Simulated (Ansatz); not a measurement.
**Computed against measured: atomisation enthalpy at 298 K**

6 molecules of light elements (H to F); the atomisation enthalpy at 298 K in kJ/mol, computed less measured. Shapes, held fixed at every level: PBE0-D4/def2-TZVP. Thermal terms are harmonic and unscaled (PBE0-D4/def2-TZVP); the spin-orbit lowering of the free atoms is taken from their spectra. Programs: Ansatz 0.2.0. Measured values: Active Thermochemical Tables, CRC Handbook of Chemistry and Physics.

Levels: A = SPW92/def2-TZVPP; B = PBE-D4/def2-TZVPP; C = MP2/def2-TZVPP.

| molecule | from tabulated heats | A | B | C |
| --- | --- | --- | --- | --- |
| CF4 (tetrafluoromethane) | 1968 | +507 | +113 | +63 |
| C2H3N (acetonitrile) | 2486 | +373 | +85 | -15 |
| C3H4 (SMILES C=C=C) | 2832 | +422 | +92 | -33 |
| C3H5N (SMILES CCC#N) | 3661 | +531 | +103 | -33 |
| C4F8 (octafluorocyclobutane) | 5045 | +1336 | +353 | +144 |
| C5H8 (SMILES C=C1CCC1) | 5207 | +764 | +135 | -53 |

Task: Sum up the errors.

Result: 
```csv
level,kind,mean error,mean absolute error,worst case
SPW92/def2-TZVPP,LDA,+655.5,655.5,C4F8
PBE-D4/def2-TZVPP,GGA,+146.8,146.8,C4F8
MP2/def2-TZVPP,perturbation theory,+12.2,56.8,C4F8
```

On this set MP2/def2-TZVPP has the smallest mean absolute error and SPW92/def2-TZVPP the largest. SPW92/def2-TZVPP is too high in 6 of 6; PBE-D4/def2-TZVPP is too high in 6 of 6; MP2/def2-TZVPP is too low in 4 of 6. The heats of C4F8 come from older tables and can be uncertain by 10 kJ/mol or more. Heats of the atoms come from ATcT where it has them. Correlated wave functions converge slowly with the basis. The set is small.

The local density functional overbinds every molecule, and the gradient correction removes most of the error without changing its sign. A uniform-gas description penalises the compact, inhomogeneous densities of free atoms more than the smoother densities of molecules; gradient terms redress much of that imbalance. Relative to the atomisation enthalpy, both functionals err most for CF4 and C4F8, probably because semilocal exchange overbinds where many fluorine lone pairs lie close together.

MP2 behaves differently: it overbinds the two fluorocarbons and underbinds the other four molecules, so its mean error of +12.2 kJ/mol reflects cancellation rather than accuracy. The negative errors probably come largely from correlation energy missing in the finite basis, which is greater in the molecule than in its separated atoms. A larger basis should therefore raise the MP2 values, easing the underbinding but worsening the fluorocarbon errors, which suggests that the latter stem from the second-order treatment itself. MP2's lead here thus doesn't establish that it would remain as accurate near the basis-set limit.
